PySCF 2.14.0, density-fitted PBE0/6-31G(d) calculation of a neutral singlet molecule with three trimethylsilylstyrene units (C35H54Si3), in the gas phase at a GFN2-xTB geometry. Atom weights are fractions of each orbital from Löwdin populations; n/a marks near-degenerate or spread orbitals.

```csv
row,orbital energy (eV),orbital label,orbital largest atom weight
1,-6.850,HOMO-4,n/a
2,-6.840,HOMO-3,n/a
3,-6.700,HOMO-2,0.210
4,-6.650,HOMO-1,0.200
5,-6.120,HOMO,0.150
6,-0.030,LUMO,0.160
7,0.050,LUMO+1,0.140
8,0.230,LUMO+2,0.180
9,0.260,LUMO+3,0.280
```

The molecule carries three benzene rings along a saturated carbon chain, each with a trimethylsilyl group at its far end. One ring sits near the methyl end of the chain, one in the middle and one near the ethyl end. If the rings were identical and ignored one another, their orbital energies would come in groups of three equal values. The table can be read as a departure from that limit, first by small shifts and then, at the HOMO, by a large one.

Each ring supplies two high-lying occupied π orbitals. In one, the electron density is greatest on two opposite carbons, the one bound to the chain and the one bound to silicon. In the other, these two carbons lie on a node and the density sits on the remaining four. They may be called the two-carbon and the four-carbon type.

**From HOMO-4 to HOMO-1.** These four levels lie within 0.20 eV and form a compact group, although they differ in orbital type and in ring. The atomic weights of the same calculation show that HOMO-4 and HOMO-2 are of the four-carbon type, the first on the ethyl-end ring and the second mainly on the middle ring. HOMO-1 is chiefly the two-carbon type on the methyl-end ring. HOMO-3 is also of the two-carbon type, but it is shared between the middle and ethyl-end rings. Its near coincidence with HOMO-4 is accidental, and the order of the two has no significance.

**The HOMO.** Here the pattern breaks. Continuing the average step of the four lower levels would put the HOMO near −6.58 eV, whereas the calculation puts it 0.46 eV higher. No other step within the occupied or the virtual group exceeds 0.18 eV.

The atomic weights point to the reason. The HOMO is built from the same carbons of the same two rings as HOMO-3. Its largest atom weight is only 0.15, against 0.20 for HOMO-1, which is of the same type but lies mainly on one ring. The HOMO and HOMO-3 thus look like the upper and lower members of a coupled pair, with other ring levels lying between them.

Two limits show how such a pair behaves. Without coupling, each orbital stays on its own ring and the levels differ only by the ring offset Δ, the energy difference due to unequal surroundings. With equal rings and a coupling t, each orbital is shared half and half, and the levels move apart by 2t. Between these limits the splitting is S = √(Δ² + 4t²), and the ring with the higher level holds a fraction ½(1 + Δ/S) of the upper orbital.

The energies fix both quantities. HOMO-4 and HOMO-2 each lie mainly on one ring, so their difference gives Δ = 0.15 eV, provided that both orbital types feel the same surroundings. The HOMO and HOMO-3 give S = 0.72 eV. The coupling is then t = ½√(0.72² − 0.15²) ≈ 0.35 eV, more than twice the offset, and the pair is therefore close to the limit of equal sharing.

The sharing itself provides a test, because the atomic weights served only to assign the orbitals to rings and types, not to set the values of Δ and S. It predicts that the middle ring holds ½(1 + 0.15/0.72), or 60%, of the HOMO. The weights on the two leading carbons of each ring give 59%. HOMO-2 is slightly mixed with its neighbour HOMO-1, which could raise the offset to at most 0.20 eV and the prediction to 64%. The agreement supports the two-level picture, though it does not reveal how the rings interact.

Coupling lifts the HOMO by half the difference between splitting and offset, ½(0.72 − 0.15) ≈ 0.29 eV. This is only a little more than half of the 0.53 eV step above HOMO-1. The remainder means that, even without coupling, the middle ring's level would lie above that of the methyl-end ring. Different surroundings are the likely reason. The four-carbon level of the methyl-end ring is missing from the five highest occupied levels, so it must lie below HOMO-4, at least 0.15 eV under its counterpart on the middle ring. Overlap between the two coupled orbitals also raises the upper level more than it lowers the lower one, but for rings that are not bonded to each other this effect should be small.

**Across the gap.** The step of 6.09 eV from HOMO to LUMO separates filled π orbitals from empty ones and is no irregularity within either group. It is a difference of PBE0 orbital energies, not an optical excitation energy. Because coupling pushes the HOMO upwards, it narrows this separation as long as the LUMO stays in place.

**From LUMO to LUMO+3.** The four virtual levels span 0.29 eV, and LUMO+2 lies only 0.07 eV above an even ladder drawn from the first to the last. No level stands apart as the HOMO does. The LUMO lies mainly on the methyl-end ring, outside the pair that shapes the HOMO. The higher three have positive energies, so they do not represent a bound extra electron, and without diffuse functions the positions of all four levels depend on the basis set. Their small steps therefore deserve no separate explanations.

The same reasoning applies to a neighbouring case. When two similar rings couple more strongly than their surroundings make them differ, one level can rise out of the group while its partner is pushed down. When the offset is much larger than the coupling, the orbitals stay on single rings and the upper level rises only by about t²/Δ. A high HOMO should therefore be read together with its partner further down, since the gap to the next level mixes coupling with differences between rings.

This matters for styrene-type polymers used as gate dielectrics. A strongly coupled pair of rings offers a raised occupied level, and theory suggests that a stray hole would favour such a place over an isolated ring. The table describes one molecule in one conformation, with a geometry from a tight-binding method on which the size of the coupling depends, so it shows how such a site can arise but not how common it would be in a film.

What remains open is the path by which the two rings couple. The middle ring is joined to both neighbours by the same short link, CH–CH₂–CH, yet it mixes strongly with only one of them. That suggests a contact through space, created by the way the chain happens to fold. Only the orbital type with density on the carbon bound to the chain is strongly shared. That would suit coupling through the chain, whose strength depends on the torsion angles, but two stacked rings that are slipped sideways can show the same preference. Would the splitting survive if the chain between the two rings were cut away, the open bonds capped with hydrogen, and the rings left exactly where they are?
